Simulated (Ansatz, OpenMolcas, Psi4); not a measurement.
**How methods differ on SiH4O4 (orthosilicic acid)**

SiH4O4: 9 atoms, total charge 0, spin state singlet. SMILES: `O[Si](O)(O)O`. The coordinates come from a PBE0-D4/def2-TZVP relaxation. This is one conformer, not always the lowest.

Quantity: the HOMO–LUMO gap, in eV. The values are calculated.

```json
{"level": "HF/def2-SVP", "kind": "Hartree–Fock", "program": "Psi4", "value (eV)": "17.86", "CPU time": "9.3 s"}
{"level": "SVWN5/def2-SVP", "kind": "LDA", "program": "Ansatz", "value (eV)": "7.10", "CPU time": "2.3 s"}
{"level": "PBE/def2-SVP", "kind": "GGA", "program": "Ansatz", "value (eV)": "7.07", "CPU time": "3.4 s"}
{"level": "TPSS/def2-SVP", "kind": "meta-GGA", "program": "OpenMolcas", "value (eV)": "7.45", "CPU time": "31 s"}
{"level": "r2SCAN/def2-SVP", "kind": "meta-GGA", "program": "Ansatz", "value (eV)": "8.35", "CPU time": "5.8 s"}
{"level": "PBE0/def2-SVP", "kind": "global hybrid", "program": "OpenMolcas", "value (eV)": "9.92", "CPU time": "37 s"}
{"level": "r2SCAN0/def2-SVP", "kind": "hybrid meta-GGA", "program": "Ansatz", "value (eV)": "10.79", "CPU time": "7.4 s"}
{"level": "B2PLYP/def2-SVP", "kind": "double hybrid", "program": "OpenMolcas", "value (eV)": "12.72", "CPU time": "20 s"}
```

The values span 7.07 to 17.86 eV. Orbital gaps aren't excitation energies, and those of double hybrids come from the SCF part alone; they tend to grow with the share of exact exchange. Times are those of the runs behind each value, whatever else they computed, on shared processors of several kinds: orders of magnitude only.

Every method gives orthosilicic acid a wide gap, as expected for a saturated molecule whose highest occupied orbitals are essentially oxygen lone pairs and whose empty orbitals are antibonding or diffuse. The size of the gap, however, depends largely on how exchange is treated. In Hartree–Fock, an empty orbital feels the repulsion of all the electrons, while an occupied one is freed from its own; a semilocal Kohn–Sham potential makes no such distinction, and hybrids fall in between.

Exact exchange isn't the whole story, though. LDA and PBE nearly coincide, at 7.10 and 7.07 eV, yet r2SCAN reaches 8.35 eV without any, probably through its dependence on the kinetic-energy density. That lead persists in the hybrids, with r2SCAN0 above PBE0.

The spread therefore says little about the molecule's chemistry, and agreement between two functionals is no sign of accuracy. The Hartree–Fock value is also likely to shrink with diffuse functions, which def2-SVP lacks and a weakly bound or unbound empty level needs.
